# How pressure closes the gap of SnO

The band gap is the energy between the highest filled and the lowest empty electron state of a crystal. Here it comes from density functional theory with the PBE functional, read on a mesh of k points after the cell had been relaxed at each applied pressure. A negative pressure means that the crystal is pulled apart. The volume change, a change and c change are percentages relative to the cell at zero pressure, whose own gap in the same calculation is 0.50 eV.

SnO (P4/nmm, 4 atoms per cell) relaxed under hydrostatic pressure with its symmetry kept, using Ansatz 0.2.0: PBE, scalar-relativistic plane-wave PAW, no spin polarisation, 420 eV cutoff, Gaussian smearing, Γ-centred k meshes. Changes are relative to the cell relaxed at zero pressure (a = 3.868 Å, c = 5.066 Å); band gaps are read on the k mesh.

| applied pressure (GPa) | k mesh | smearing width | volume change (%) | a change (%) | c change (%) | band gap (eV) |
| --- | --- | --- | --- | --- | --- | --- |
| -1 | 10×10×8 | 0.02 eV | 11.60 | 0.43 | 10.64 | 1.255 |
| 1 | 10×10×8 | 0.02 eV | -3.97 | -0.38 | -3.23 | 0.230 |
| 4 | 10×10×8 | 0.01 eV | -11.22 | -1.38 | -8.72 | 0.000 |
| 12 | 12×12×10 | 0.1 eV | -20.98 | -3.79 | -14.63 | 0.000 |
| 25 | 12×12×10 | 0.1 eV | -28.76 | -6.32 | -18.81 | 0.000 |
| 50 | 12×12×10 | 0.1 eV | -36.70 | -9.29 | -23.07 | 0.000 |
| 90 | 12×12×12 | 0.1 eV | -43.54 | -12.02 | -27.06 | 0.000 |

**What the zeros hide.** From 4 GPa on, the table prints a gap of zero, as if nothing more happened. The bands go on moving, however, and a signed gap follows them. Fill the bands from below with two electrons each at every k point, as in a semiconductor: the signed gap is the bottom of the first band left empty less the top of the last one filled, wherever on the mesh these lie. It is negative once the bands overlap, and it falls in every row, to -3.4 eV at 90 GPa. At 1 GPa the raw output gives 0.235 eV where the table has 0.230 eV, a difference too small to matter here. The signed gap falls ever more slowly, from 0.51 eV per GPa between the first two rows to 0.016 eV per GPa between the last two.

So there are two things to explain: why squeezing closes the gap at all, and why the first GPa does so much more than the later ones.

**Why the gap closes.** SnO is built of layers with tin atoms on both faces. Each Sn(II) keeps a lone pair of electrons that points into the space between the layers. When the layers approach, tin orbitals on facing sides overlap more strongly. Theory then expects the top of the valence band, which contains lone-pair character, to be pushed up, and the lowest Sn 5p states of the conduction band to be pulled down. The calculation gives no orbital make-up of the bands, so this assignment rests on the known chemistry of SnO and not on the numbers. The band edges themselves support only the first half of it. Measured against the mean electrostatic potential of the cell, the valence top rises by 1.17 eV from -1 to 1 GPa, while the conduction bottom does not fall but rises by 0.15 eV. That reference shifts with volume and is not absolute, so only the relative motion of the two edges is firm.

Two identical atoms, each with one filled and one empty level, show the principle. As they approach, both levels split, and the upper partner of the filled pair moves towards the lower partner of the empty pair. The analogy ends where k points come in. In a crystal the phase of the wave from cell to cell decides how strongly a state feels its neighbours, so the highest filled and the lowest empty state can belong to different k points.

That is the case here. In both semiconducting rows and at zero pressure, the valence top lies at Γ, the centre of the Brillouin zone, and the conduction bottom at M, on its edge. From -1 to 1 GPa this indirect gap shrinks by 1.02 eV, while the smallest gap between states at the same k point grows by 0.24 eV. The bands therefore do not collapse onto each other as a whole. A hilltop at one point of the zone overtakes a valley at another, which makes the crystal a semimetal with few carriers when the overlap begins.

**Why the first GPa counts most.** To first order, each band edge shifts in proportion to the strain. If equal fractional compressions have equal effects, the gap follows the logarithm of the volume:

$$E_g = E_0 + D\,\ln\frac{V}{V_0}, \qquad \frac{dE_g}{dP} = -\frac{D}{B}.$$

Here $E_g$ is the signed gap, $E_0$ and $V_0$ are the gap and volume at zero pressure, $P$ is the pressure, $B$ is the bulk modulus (the resistance to compression) and $D$ is the gap change per unit of logarithmic volume. The second relation follows because $d\ln V/dP = -1/B$. It separates the response of the gap to compression, $D$, from the resistance to compression, $B$. In a layered crystal $D$ is not purely electronic, because it also depends on how the compression is shared between a and c.

The numbers show which factor matters. Between the first and the last interval of the table, the slope of the gap with pressure drops 31-fold, while the bulk modulus rises 26-fold. The remaining factor of about 1.2 is the change in $D$ between these two intervals. The first interval includes the very soft stretched cell; counted from the step between zero pressure and 1 GPa, the two factors are about 16 and 14, with the same lesson. The gap levels off with pressure mainly because the crystal becomes hard to compress. The response of the bands changes far less, and in no steady direction: between 25 and 50 GPa it is even larger than at the start.

The softness at the start has a structural origin. Strong Sn–O bonds hold each layer together, but only weak forces act between layers, so the crystal first gives way along c. At 1 GPa the c axis accounts for 81 % of the logarithmic volume change; at 90 GPa its share is down to 55 %, where an equal shrinkage of all axes would give a third. Nearly all the shortening of c is a narrowing of the space between the layers, not a flattening of the layers themselves. The tin atoms lie 1.159 Å from the oxygen plane of their layer at zero pressure and still 1.148 Å at 90 GPa, while the spacing between the facing tin planes of neighbouring layers falls from 2.7 to 1.4 Å.

**One estimate in full.** The constant $D$ was set by least squares on the two semiconducting rows alone, with the line held to the zero-pressure gap; this gives 6.85 eV. The row at 12 GPa took no part in that. Its volume change of -20.98 % gives $\ln(V/V_0) = \ln 0.7902 = -0.235$, and hence

$$E_g \approx 0.50 - 6.85 \times 0.235 \approx -1.1\ \text{eV}.$$

The calculation gives -1.0 eV. The miss of 0.11 eV is about 7 % of the total change since zero pressure.

Over all the metallic rows, the largest miss of this one-constant model is 0.15 eV, at 50 GPa. A model of the same form that uses only the length of c does slightly better at 4 GPa, but at 90 GPa it misses by 1.6 eV. Shrinkage within the layers may thus matter too, as the volume model assumes. The other possibility is that the effect of c grows faster than its logarithm, as overlap between orbitals often does. Because a and c shrink together, these rows cannot decide between the two. The printed analysis below lists both models row by row.

**The uneven rows.** Pulling at 1 GPa opens the gap by 0.76 eV, whereas pushing at 1 GPa closes it by only 0.26 eV. The bands are not responsible for this imbalance: the volume grows by 11.6 % in one case and shrinks by 4.0 % in the other, and the gap change per unit of logarithmic volume is nearly the same. The stretched crystal has little left to hold its layers together. Its relaxation also stopped slightly short of the target stress along c. In so soft a crystal even a small shortfall can stand for a noticeable further expansion, so the volume at exactly -1 GPa is uncertain. The gap still belongs to the volume listed, and the comparison per unit of logarithmic volume is not affected.

The other irregularity lies at the far end. Per unit of logarithmic volume, the signed gap falls fastest between 25 and 50 GPa and slowest between 50 and 90 GPa. By 50 GPa the overlap exceeds the direct gap of about 2 eV found in the semiconducting cells, so the two counted bands may meet and exchange character, and the signed gap need not follow the same two states as at the start. The band edges may also have moved to other k points, but their positions are not reported for the metallic rows, so this remains a guess. The k mesh also differs between the last two rows. The run at 90 GPa converged without a warning, but the data makers' tests on other systems call for caution with cells so far from the equilibrium volume. Part of the irregularity may therefore come from the calculation rather than from the crystal. These cells were also held to the symmetry of the starting structure. They show how this structure responds, not whether SnO would keep it at such pressures.

**Where the gap reaches zero.** The signed gap changes sign between 1 and 4 GPa. A straight line between these rows puts the crossing at 2.5 GPa, and since the curve flattens with pressure, the crossing probably comes somewhat earlier. This is a statement about PBE at zero temperature, without zero-point motion of the atoms, and not a forecast for a pressure cell. PBE gaps are generally too small, which by itself brings the closure too early. The band edges were found at Γ and M, symmetry points that every mesh here contains, so a large miss between mesh points is unlikely; any miss would make the full PBE gap smaller, not larger. Two general cautions, drawn from the data makers' tests on other systems and not from these runs, concern the ends of the interpolation. At 1 GPa a crossing of the bands between the sampled k points may be missed, in which case the gap would close earlier than estimated here. At 4 GPa the smearing of 0.01 eV is narrow for a metal, though the run itself gave no warning.

PBE also lacks the long-range dispersion attraction between layers, so it makes c too long and the crystal too soft. The same series with a dispersion correction would start from a shorter c axis and a stiffer crystal. By the relation above, its gap would begin smaller and fall less in the first GPa. Its closure would be expected at a lower pressure, because the added attraction does part of the squeezing. A hybrid functional, used in the same cells, would be expected to raise the curve and move the closure to higher pressure. The two errors of PBE thus act against each other, and these rows do not tell which one wins.

**What this means for other calculations.** A computed gap of SnO is only as good as the cell it was computed in. Near zero pressure, each per cent of volume lost costs about 0.07 eV of gap. Two functionals that place the layers at different distances will therefore give different gaps, even if they treat the bands alike. To tell the two effects apart, compute the gap with both functionals in one and the same cell. The same test is worth making for other soft layered crystals whose band edges reach into the space between the layers.

The figure of 0.07 eV holds for compression from all sides. Stress in a film usually acts within its plane and may change a and c in opposite directions, a case that these calculations do not cover.

Output of the analysis:

```
Gap and stiffness (interval values run from the row before):
  row  signed gap eV  c share of log volume change  gap change per ln V from zero pressure eV  gap change per ln c from zero pressure eV  interval bulk modulus GPa  interval gap slope eV/GPa  interval gap slope per ln V eV
   -1          1.255                        0.9213                                      6.909                                      7.499                        n/a                        n/a                             n/a
    1         0.2351                        0.8105                                      6.456                                      7.965                      13.31                    -0.5099                           6.787
    4          -0.24                        0.7667                                       6.19                                      8.074                      38.22                    -0.1584                           6.052
   12          -1.01                        0.6717                                      6.397                                      9.523                      68.69                   -0.09621                           6.609
   25         -1.778                        0.6145                                      6.708                                      10.92                      125.4                   -0.05911                           7.414
   50         -2.783                        0.5735                                      7.173                                      12.51                      211.6                   -0.04021                           8.507
   90         -3.441                         0.552                                      6.888                                      12.48                      349.8                   -0.01643                           5.747
Predictions from the semiconducting rows:
  row  computed signed gap eV  volume model eV  volume model miss eV  c-only model eV  c-only model miss eV
   -1                   1.255            1.249             -0.005956            1.259              0.004499
    1                  0.2351           0.2189              -0.01614           0.2489               0.01385
    4                   -0.24          -0.3191              -0.07909          -0.1917               0.04839
   12                   -1.01           -1.117               -0.1077          -0.6966                0.3131
   25                  -1.778           -1.828              -0.04969           -1.075                0.7028
   50                  -2.783           -2.638                0.1456           -1.482                 1.302
   90                  -3.441           -3.422               0.01899           -1.884                 1.557
D of the volume model in eV: 6.854
D of the c-only model in eV: 7.543
gap lost from -1 GPa to zero pressure in eV: 0.7582
gap lost from zero pressure to 1 GPa in eV: 0.2615
rise of the smallest direct gap from -1 to 1 GPa in eV: 0.235
fall of the indirect gap from -1 to 1 GPa in eV: 1.02
ratio of first to last interval gap slope: 31.03
ratio of last to first interval bulk modulus: 26.28
straight-line estimate of the closure pressure in GPa: 2.484
straight-line estimate of the volume change at closure in %: -7.557
factor in thermal carriers at 300 K from zero pressure to 1 GPa, gap effect only: 157.3
output gap less table gap at 1 GPa in eV: 0.00507
```
